InSb under pressure and under stretch

InSb is a soft semiconductor. Changing every bond length by one per cent changes the volume by about three per cent, and near equilibrium this takes a little more than 1 GPa, roughly ten thousand atmospheres. The table follows the crystal from compressed to stretched cells at the r2SCAN level, without spin–orbit coupling. The cell at a volume of 35.272 Å³ per atom is almost free of stress; smaller volumes are under pressure, larger ones under tension.

Zinc-blende InSb under uniform strain, calculated with Ansatz 0.2.0 using r2SCAN, plane waves and PAW potentials, without spin polarisation or spin–orbit coupling. The wave cutoff is 500 eV, the k mesh 6×6×6 and the Fermi–Dirac smearing width 0.02 eV. Gaps are the smallest found over the k mesh and the high-symmetry points.

```
volume (Å³/atom)  shortest distance (Å)  band gap (eV)  least direct gap (eV)
          32.192                  2.755          0.578                  0.578
          33.198                  2.783          0.386                  0.386
          33.873                  2.802          0.261                  0.261
          34.224                  2.812          0.198                  0.198
          35.272                  2.840          0.014                  0.014
          36.341                  2.869          0.000                  0.000
          36.807                  2.881          0.000                  0.000
          37.431                  2.897          0.000                  0.000
          37.984                  2.911          0.000                  0.000
          38.542                  2.925          0.000                  0.000
          39.676                  2.954          0.000                  0.000
          41.335                  2.994          0.000                  0.000
```

1. How strongly does the gap respond to a small change in size?

Compare the nearly stress-free cell with the one at 34.224 Å³ per atom, whose edges are one per cent shorter. The gap rises from 0.014 to 0.198 eV, so one per cent in length is worth almost 0.2 eV. For a material whose whole gap is a few tenths of an eV, this is a very large response. The two gap columns agree because the highest filled and the lowest empty level both lie at Γ, the centre of the Brillouin zone, so they count as one piece of evidence.

2. Why does stretching the bonds close the gap?

Two levels at Γ set the gap. At 33.873 Å³ per atom the calculation has a threefold level at the top of the filled states and a single level above it. In crystals of this structure the threefold level is known to consist of p orbitals of both atoms combined in a bonding way, and the single one of s orbitals combined in an antibonding way. The calculation itself shows only how many states each level holds, so the orbital names rest on this general knowledge.

Bonding levels are pushed down by the overlap between neighbours, and antibonding levels are pushed up. Longer bonds mean less overlap, so both pushes weaken. The single level does the closing: measured from the deep, core-like levels in the output, a rough but usable reference, it falls steeply on expansion. The threefold level does not rise to meet it but falls slightly too, probably because expansion also lowers the kinetic energy of the valence electrons. The two levels can even pass each other. Without any overlap, the single level would be expected to end as the 5s level of indium and the threefold one as the 5p level of antimony, and in the free atoms the first of these lies below the second. This reasoning holds for the two levels at Γ and is no rule for every gap: in silicon the lowest empty level lies away from Γ, and the gap shrinks under compression.

3. Do the seven zeros mean that nothing more happens?

No: the levels have changed places. At 38.542 Å³ per atom the single level lies 0.504 eV below the threefold one. It is now filled and takes two electrons, which leaves only four for the threefold level, where there is room for six. A partly filled level has filled and empty states at the same energy, so the gap is zero by symmetry, however far apart the two kinds of level are.

The other six zero-gap cells carry the same signature. In a level filled to two thirds, Fermi–Dirac smearing of width w places the Fermi level above it by

w ln 2 = 20 meV × 0.693 ≈ 14 meV

and this offset is found in all seven. The zeros therefore belong to one inverted state, while the last cell with an open gap, where the offset is 26 meV, still has the normal order.

4. Can the open gaps predict what the zeros hide?

The quantity to follow is the signed separation S, the energy of the single level minus that of the threefold level. It equals the gap while the order is normal and becomes negative after the crossing. Orbital couplings in such crystals scale roughly as one over the bond length squared. In a uniformly strained cell the bond length grows as the cube root of the volume V per atom, which suggests

S = A + B / V^(2/3)

with two constants A and B. They were fixed by the gaps at 32.192 and 34.224 Å³ per atom alone, so the inverted cell at 38.542, whose levels were already known, serves as a check outside the fit.

For these three volumes, in the order just named, 1/V^(2/3) is 0.0988, 0.0949 and 0.0876 Å⁻². The first step, about 0.004, lowers S by 0.578 − 0.198 = 0.380 eV. The second step, about 0.007, is almost twice as long and should lower S by about 0.7 eV more. That gives

S ≈ 0.2 − 0.7 = −0.5 eV

in agreement with the level energies quoted above.

The analysis printed after this text carries the unrounded calculation and compares it with a second law, in which equal relative changes of volume always shift S equally. The bond-length law misses the inverted cell by 0.007 eV, the second law by 0.036 eV. The response thus weakens slightly as the crystal expands, as fading overlap would have it. The agreement supports this picture without proving it, because another smooth curve of similar bend would do as well.

5. Why does each further GPa open the gap by less?

Going from the stress-free cell to the next smaller one, the gap gains 0.138 eV per GPa. Between the two most compressed cells it gains only 0.101 eV per GPa. The electronic response to volume is nearly the same in both steps, about 6 eV per unit of relative volume change, or 0.06 eV for each per cent of volume. The difference must come from how far one GPa compresses the crystal.

That is measured by the bulk modulus, the pressure needed per unit of relative volume change. It is 44 GPa in the first step and 62 GPa in the second, because squeezed bonds resist further squeezing more strongly. Dividing the response by the stiffness gives

6.2 eV / 44 GPa ≈ 0.14 eV per GPa
6.2 eV / 62 GPa = 0.10 eV per GPa

which reproduces both values. A gap plotted against pressure therefore bends even where it is almost straight against volume. Real InSb is known to change to a denser, metallic structure at roughly 2 to 3 GPa, so the most compressed cells describe a crystal held in its zinc-blende form.

6. Which digits of the gap of 0.014 eV can be trusted?

None of them should be used as a property of InSb. If one per cent of the edge is worth 0.184 eV, then a tenth of a per cent is worth 0.018 eV, more than the gap itself. The cubic edge of this cell is 6.56 Å, while the real crystal has roughly 6.5 Å, so the uncertainty in size alone outweighs the number. The gap is also smaller than the smearing width, which means that electrons are spread over both levels at Γ.

What can be trusted is that, for r2SCAN without spin–orbit coupling, this cell sits almost on the crossing. The bond-length law puts the crossing at 35.37 Å³ per atom, only 0.3 per cent larger in volume. Differences between neighbouring cells are also firmer than single values, since all cells share the same settings. No cell was repeated with a finer k mesh or a higher cutoff, so the table leaves open how many of its three decimals are converged.

7. What would change if spin–orbit coupling were switched on?

This is a large correction that the table lacks. Spin–orbit coupling splits the threefold p level and raises its upper part by one third of the splitting, while the single s level is not split. For InSb the splitting is roughly 0.8 eV, a recalled value, so the valence top would rise by about

0.8 eV / 3 ≈ 0.27 eV

and S would fall by nearly the same amount in every cell, if the splitting changes little with volume.

The crossing would then move to about 34 Å³ per atom, into the range where the table still shows an open gap. The stress-free cell would be inverted, with S near −0.25 eV. Real InSb has the normal order and a gap of roughly 0.2 eV. About 0.2 eV of this discrepancy comes from the cell, whose edge r2SCAN makes about one per cent too long. Zero-point motion, also absent here, usually matters at the level of hundredths of an eV, so most of the rest points to the level energies of r2SCAN, in line with the tendency of semilocal functionals to make gaps too small.

This also exposes a trap. The cell at 34.224 Å³ per atom shows 0.198 eV, close to the real gap, but only because the missing spin–orbit coupling and the error of the functional pull in opposite directions. For a strained narrow-gap crystal, the safe procedure is to follow the signed separation of the two levels instead of the printed gap, and to treat both spin–orbit coupling and the error of the functional before naming the strain at which the gap closes. Adding spin–orbit coupling alone would leave the stress-free crystal in the wrong order.

Printed output of the fit:

```
Signed separation from two laws and stiffness:
     row  gap eV  bond law eV  log law eV  Fermi level above valence top meV  pressure GPa  bulk modulus since row above GPa
  32.192   0.578        0.578       0.578                              300.1         4.856                               n/a
  33.198   0.386        0.385       0.387                              203.8         2.958                              61.7
  33.873   0.261       0.2609       0.262                              141.5         1.848                             55.12
  34.224   0.198        0.198       0.198                              109.9         1.319                             51.36
  35.272   0.014      0.01637     0.01075                              26.04      -0.01363                             44.18
  36.341       0      -0.1599     -0.1746                              13.87        -1.184                             39.21
  36.807       0       -0.234     -0.2537                              13.86        -1.651                             36.63
  37.431       0      -0.3309     -0.3581                              13.86        -2.222                             33.95
  37.984       0      -0.4145     -0.4491                              13.86         -2.68                             31.26
  38.542       0      -0.4968     -0.5397                              13.86        -3.102                             28.89
  39.676       0      -0.6582     -0.7197                              13.86        -3.843                             25.55
  41.335       0      -0.8809      -0.974                              13.86        -4.693                             20.75
Fermi level above a two-thirds filled level, expected, meV: 13.86
Signed separation computed at 38.542, eV: -0.5041
Bond law less computed separation at 38.542, eV: 0.00729
Log law less computed separation at 38.542, eV: -0.03554
Bond law less computed gap at 35.272, eV: 0.002373
Gap change per unit of ln volume from 32.192 to 34.224, eV: -6.208
Separation change per unit of ln volume from 33.873 to 38.542, eV: -5.925
Volume where the levels cross by the bond law, cubic angstrom per atom: 35.37
Crossing volume above the row 35.272, percent: 0.2753
Cubic edge of the row 35.272, angstrom: 6.559
Gap lost from 34.224 to 35.272 (one percent of edge), eV: 0.184
Bulk modulus across equilibrium from 34.224 to 36.341, GPa: 41.71
Gap gained per GPa from 35.272 to 34.224, eV: 0.1381
Gap gained per GPa from 33.198 to 32.192, eV: 0.1011
Rough rise of the valence top by spin-orbit coupling, eV: 0.2667
Rough crossing volume with spin-orbit coupling, cubic angstrom per atom: 33.84
Rough separation at 35.272 with spin-orbit coupling, eV: -0.2527
```
